Dear colleague,

Your analysis of hydrogen-like ions starts from the Dirac equation in the Coulomb field of a fixed nucleus, while the field theory contains two particles and exchanged quanta. Here is how the first follows from the second, and why the ladder approximation to the Bethe-Salpeter equation fails to give it. I work in a scalar model, where no spinor algebra hides the mechanism, and translate to QED afterwards. Units are $\hbar=c=1$ and the metric is $(+,-,-,-)$.

**Premises**

A complex field $\phi_1$ of mass $m$ and a complex field $\phi_2$ of mass $M$ couple to a real field $\chi$ of mass $\mu$,

$$\mathcal L_{\rm int}=g_1\phi_1^\dagger\phi_1\chi+g_2\phi_2^\dagger\phi_2\chi .$$

Vertices are $ig_1$ and $ig_2$, propagators are $i/(k^2-\text{mass}^2+i0)$, and the graphs give $i\mathcal M$. For $\mu=0$ the ladder version is the Wick-Cutkosky model. One exchange gives $\mathcal M^{(1)}=g_1g_2/(\mu^2-q^2)$. Dividing by the state normalisation $2m\cdot 2M$, the low-energy potential is $-4\pi\alpha/(\mathbf q^2+\mu^2)$, that is $-\alpha e^{-\mu r}/r$, with

$$\alpha=\frac{g_1g_2}{16\pi mM}.$$

Three premises follow. First, $M\to\infty$ at fixed $m$, $\mu$, $g_1$ and $\lambda=g_2/2M$, hence at fixed $\alpha$. Second, only generalised ladders are kept: every $\chi$ line joins particle 1 to particle 2, in any order, with no self-energies, vertex corrections or closed loops. Third, the loop integrals converge at momenta far below $M$, as the fall-off of the scalar propagators ensures. A cubic coupling has no stable vacuum, so the model is defined by this set of graphs.

**Step 1: the heavy line**

Take the heavy particle initially at rest and on shell, $P=(M,\mathbf 0)$. After it has absorbed a total four-momentum $Q$, its propagator is

$$\frac{i}{(P+Q)^2-M^2+i0}=\frac{i}{2MQ^0+Q^2+i0}\;\to\;\frac{1}{2M}\,\frac{i}{Q^0+i0}.$$

Dropping $Q^2$ moves the particle pole by the recoil energy $\mathbf Q^2/2M$ and removes the antiparticle pole near $Q^0=-2M$, which the third premise makes irrelevant. Let $n$ quanta with energies $\omega_1,\dots,\omega_n$ be absorbed in the order $\sigma$, with partial sums $S_j=\omega_{\sigma(1)}+\dots+\omega_{\sigma(j)}$. The $n$ vertices and $n-1$ propagators give

$$2M\,(i\lambda)^n\prod_{j=1}^{n-1}\frac{i}{S_j+i0}.$$

The single factor $2M$ cancels against the normalisation of the heavy states. The outgoing heavy particle is on shell with vanishing recoil energy, so energy conservation along the line supplies $2\pi\delta(\omega_1+\dots+\omega_n)$. The spatial delta function only fixes the final heavy momentum, on which nothing else depends.

**Step 2: the sum over orderings**

Label the quanta by their order on the light line. The $n!$ orders on the heavy line are then the $n!$ distinct generalised ladders with $n$ rungs. The light line and the $\chi$ propagators are the same functions of $k_1,\dots,k_n$ in all of them, so only the heavy factor is summed. The identity needed is

$$\sum_\sigma 2\pi\delta\Big(\sum_i\omega_i\Big)\prod_{j=1}^{n-1}\frac{i}{S_j+i0}=\prod_{i=1}^n 2\pi\delta(\omega_i).\tag{1}$$

To prove it, consider $\int dt_1\cdots dt_n\,e^{-i\sum\omega_it_i}$ over the region $t_1<t_2<\dots<t_n$. Set $t_1=t$ and $\tau_j=t_{j+1}-t_j\ge0$. Then $\sum_i\omega_it_i=t\sum_i\omega_i+\sum_j\tau_j(\omega_{j+1}+\dots+\omega_n)$. The $t$ integral gives the overall delta function, on whose support $\omega_{j+1}+\dots+\omega_n=-S_j$. Each gap integral is $\int_0^\infty d\tau\,e^{i\tau(S_j+i0)}=i/(S_j+i0)$. So one time-ordered region reproduces one term on the left. The $n!$ regions fill the whole space of times, and the unrestricted integral is the right side. For $n=2$, with $\omega_1=-\omega_2=\omega$,

$$\frac{1}{\omega+i0}+\frac{1}{-\omega+i0}=-2\pi i\,\delta(\omega).$$

The first term is the box and the second the crossed box.

**Step 3: the static field**

By (1) each rung separately carries no energy. Its heavy vertex and propagator become

$$(i\lambda)\,\frac{i}{k^2-\mu^2}\,2\pi\delta(k^0)=2\pi\delta(k^0)\,\frac{\lambda}{\mathbf k^2+\mu^2},$$

the Fourier transform of the classical field $\chi_{\rm cl}(r)=\lambda e^{-\mu r}/4\pi r$. What remains is the light line with $n$ insertions of $ig_1\chi_{\rm cl}$. Summed over $n$, this is the Born series for the Green function of $\partial^2+m^2-g_1\chi_{\rm cl}$. The light legs may be left off shell at energy $\varepsilon$, since (1) used only the heavy mass shell, and bound states are poles in $\varepsilon$. With $g_1\lambda/4\pi=2m\alpha$,

$$\Big[-\nabla^2+m^2-2m\alpha\,\frac{e^{-\mu r}}{r}\Big]\phi=\varepsilon^2\phi .\tag{2}$$

This Klein-Gordon equation is the one-body limit. For $\mu=0$, division by $2m$ gives the hydrogen problem with eigenvalue $(\varepsilon^2-m^2)/2m=-m\alpha^2/2N^2$, where $N$ is the principal quantum number, so $\varepsilon_N=m\sqrt{1-\alpha^2/N^2}$. The expansion contains only even powers of $\alpha$.

**Step 4: why the ladder alone fails**

The ladder keeps one ordering, and $i/(\omega+i0)=\pi\delta(\omega)+i\,{\rm P}(1/\omega)$: half the delta function plus a principal value. Contours show what this costs. In the two-rung graphs the light particle has energy $\varepsilon-\omega$ and momentum $\mathbf p$, with $e_p=\sqrt{m^2+\mathbf p^2}$. Its particle pole $\omega=\varepsilon-e_p+i0$ lies above the real axis, its antiparticle pole $\omega=\varepsilon+e_p-i0$ below, and each $\chi$ propagator has one pole on either side. The heavy pole lies below for the box and above for the crossed box. Close the contour below. The box gives the heavy pole at $\omega=0$, which is the iteration of (2), plus a remainder from the light antiparticle pole and the $\chi$ poles, weighted by $1/\omega$. The crossed box gives only those same residues weighted by $-1/\omega$, and so cancels the remainder. The remainder scales with $M$ exactly as the main term does. The ladder therefore keeps an unwanted piece that survives $M\to\infty$. It vanishes only if the exchange is taken as instantaneous and the light antiparticle pole is dropped, which is the Schrödinger limit.

**Step 5: the Gross equation**

The contour argument suggests keeping the heavy particle pole alone in every loop. This is the spectator equation of Gross (1969). In the frame of total momentum $W^\mu=(W,\mathbf 0)$ put $P_k=(E_k,\mathbf k)$ with $E_k=\sqrt{M^2+\mathbf k^2}$. The residue replaces $\int dk^0/2\pi$ times the heavy propagator by $1/2E_k$, and the bound-state equation with a one-quantum kernel reads

$$\big[m^2-(W-P_p)^2\big]\psi(\mathbf p)=\int\!\frac{d^3k}{(2\pi)^3\,2E_k}\,\frac{g_1g_2}{\mu^2-(P_p-P_k)^2}\,\psi(\mathbf k).\tag{3}$$

Write $W=M+\varepsilon$. Exactly, $m^2-(W-P_p)^2=m^2-\varepsilon^2+2W(E_p-M)$, and $2W(E_p-M)=\mathbf p^2(1+\varepsilon/M)+O(M^{-2})$. In the kernel $-(P_p-P_k)^2=(\mathbf p-\mathbf k)^2-(E_p-E_k)^2$, where the last term is $O(M^{-2})$, and $g_1g_2/2E_k\to8\pi m\alpha$. As $M\to\infty$,

$$(\mathbf p^2+m^2-\varepsilon^2)\,\psi(\mathbf p)=\int\!\frac{d^3k}{(2\pi)^3}\,\frac{8\pi m\alpha}{(\mathbf p-\mathbf k)^2+\mu^2}\,\psi(\mathbf k),$$

which is (2) in momentum space. Since Steps 1 to 3 showed that all generalised ladders also sum to (2), the multi-quantum kernels that would complete (3) must vanish in this limit. The factor $1+\varepsilon/M$ contains the ordinary reduced-mass correction.

**Translation to QED**

For a spinless nucleus of charge $Ze$ the vertex factor $(P+P')^\nu$ tends to $2M\delta^\nu_0$, and for a spin-½ nucleus the spin-dependent terms are down by $1/M$. Steps 1 and 2 are unchanged. In Feynman gauge Step 3 gives $A^0=Ze/4\pi r$ and $\mathbf A=0$, and an electron line yields the Dirac equation with $V=-Z\alpha/r$, $\alpha$ now being the fine-structure constant. So does the spectator equation with one photon. A light charged scalar needs care. Its equation $\varepsilon^2-\mathbf p^2-m^2=2\varepsilon V-V^2$ takes $-V^2$ from the two-photon seagull vertex on the light line, which must be added both to the ladders and to the spectator kernel. The heavy seagull lacks the factors of $2M$ and drops out. Coulomb gauge does not rescue the ladder. With an instantaneous photon the electron's negative-energy pole and the heavy pole of the box lie on the same side, so the box retains only positive-energy electron states, and the crossed box supplies the negative-energy ones that the Dirac Green function requires.

**The two-rung graphs at finite $M$**

At threshold, $p=(m,\mathbf 0)$ and $P=(M,\mathbf 0)$, everything is elementary. The light line carries $p-k$ and the heavy line $P\pm k$, upper sign for the box, so

$$i\mathcal M_\pm=g_1^2g_2^2\int\!\frac{d^4k}{(2\pi)^4}\frac{1}{(k^2-\mu^2)^2(k^2-2mk^0)(k^2\pm2Mk^0)} .$$

All poles with positive real part lie below the axis and the others above, touching the origin only at $\mathbf k=0$, where the singularity is integrable. Rotate $k^0=iK\cos\theta$, $k^2=-K^2$, $d^4k=i\,d^4K$. With $c=\cos\theta$ the particle denominators become $K^2(K+2imc)(K\mp2iMc)$, and

$$\frac{1}{(K+2imc)(K-2iMc)}=\frac{1}{K(M+m)}\Big[\frac{m}{K+2imc}+\frac{M}{K-2iMc}\Big],$$

with $M\to-M$ for the crossed box. The average over four-dimensional directions, of weight $(2/\pi)\sin^2\theta\,d\theta$, is $\langle x/(K\pm2ixc)\rangle=\sqrt{1+K^2/4x^2}-K/2x$. The measure is $K^3dK/8\pi^2$, and the $K^3$ cancels. Define, with $y=\mu/2x$,

$$h(x)=\frac{4\mu^3}{\pi}\int_0^\infty\!dK\,\frac{\sqrt{1+K^2/4x^2}}{(K^2+\mu^2)^2},\qquad f(x)=h(x)-\frac{\mu}{\pi x}.$$

The subtracted term is the integral of $K/2x$. The substitutions $K=\mu\tan\vartheta$, $s=\sin\vartheta$ give $h=(4/\pi)\int_0^1ds\sqrt{1-(1-y^2)s^2}$, whence

$$f(x)=\frac{2}{\pi}\frac{\arccos y}{\sqrt{1-y^2}},\qquad h(x)=1+\frac{y^2}{2}+O(y^3).$$

Write each amplitude as $g_1^2g_2^2R/[16\pi(M+m)\mu^3]$, so that with the reduced mass $m_r=mM/(M+m)$ the threshold amplitude is $(g_1g_2/\mu^2)[1+(\alpha m_r/\mu)R+\dots]$. The value $R=1$ is the second Born term of (2), from $\int d^3k\,(2\pi)^{-3}\mathbf k^{-2}(\mathbf k^2+\mu^2)^{-2}=1/8\pi\mu^3$, with $m$ replaced by $m_r$. Collecting terms,

$$R_{\rm box}=\frac{f(M)+f(m)}{2},\qquad R_{\rm cross}=\frac{M+m}{M-m}\,\frac{f(M)-f(m)}{2}.$$

In the sum the terms $\mu/\pi x$ cancel:

$$R_{\rm sum}=\frac{Mh(M)-mh(m)}{M-m}.$$

For the iteration of the kernel in (3), $k^0=E_k-M$ gives $k^2=-2Mk^0$ and a light denominator $2(M+m)k^0$. The variable $K^2=2Mk^0$ has $|\mathbf k|=K\sqrt{1+K^2/4M^2}$ and $d^3k/2E_k=2\pi|\mathbf k|K\,dK/M$, which turns the integral into $R_{\rm Gross}=h(M)$. As $M\to\infty$, $f(M)$ and $h(M)$ tend to 1, so $R_{\rm sum}$ and $R_{\rm Gross}$ tend to 1, whereas $R_{\rm box}\to[1+f(m)]/2<1$.

**Range of validity**

The limit holds order by order in $\alpha$ when all relevant momenta are small against $M$. No expansion in $|\mathbf p|/m$ was made. The displaced heavy pole, at $\mathbf k^2/2M$, is harmless because near threshold the nearest light pole sits at $-\mathbf k^2/2m$, so corrections start at relative order $m/M$. The one-body equation must itself be sound: $\alpha<1$ in (2) at $\mu=0$, and for a point nucleus $Z\alpha<1$ (Dirac) or $Z\alpha<1/2$ (Klein-Gordon, s states). Self-energy, vertex and vacuum-polarisation graphs of the light particle were excluded by premise. They do not vanish as $M\to\infty$ and in QED give the Lamb shift on top of the Dirac levels. The one-quantum Gross equation is exact only at the limit. It omits $R_{\rm sum}-R_{\rm Gross}=-m[h(m)-h(M)]/(M-m)$, which is first order in $m/M$, so recoil beyond the reduced mass needs the multi-quantum kernels. The ladder deficit tends to $\mu/2\pi m$ for $\mu\ll m$. In a Coulombic bound state the typical momentum $m\alpha$ takes the place of $\mu$, so by this estimate the ladder shifts levels at order $m\alpha^3$, up to a logarithm of $\alpha$, an order absent from $\varepsilon_N$.

**Numbers**

Take the illustrative value $\mu=m$, so that the results are the model's and belong to no atom. Then $y=1/2$ for $x=m$, giving $f(m)=4/3\sqrt3=0.76980$ and $h(m)=1.08811$. The ratios $R$ do not depend on $\alpha$.

| $M/m$ | $f(M)$ | $R_{\rm box}$ | $R_{\rm cross}$ | $R_{\rm sum}$ | $R_{\rm Gross}$ | $R_{\rm Gross}-R_{\rm sum}$ | $m_r/m$ |
|---|---|---|---|---|---|---|---|
| 10 | 0.96937 | 0.86958 | 0.12196 | 0.99154 | 1.00120 | 0.00966 | 0.90909 |
| 100 | 0.99683 | 0.88331 | 0.11581 | 0.99912 | 1.00001 | 0.00089 | 0.99010 |
| 1000 | 0.99968 | 0.88474 | 0.11517 | 0.99991 | 1.00000 | 0.00009 | 0.99900 |
| $\infty$ | 1 | 0.88490 | 0.11510 | 1 | 1 | 0 | 1 |

Multiply $R$ by the last column to compare with the strict one-body value. The sum approaches 1 as $1-0.088\,m/M$, the coefficient being $h(m)-1$. The Gross iteration approaches 1 as $1+\mu^2/8M^2$, and its departure from the full two-rung result falls like $m/M$. Had the light particle been put on shell instead, the same algebra would give $h(m)=1.08811$ for every $M$, so the choice of spectator matters. The box alone saturates 11.5 per cent below the one-body value however heavy the partner, and the crossed box supplies exactly that amount.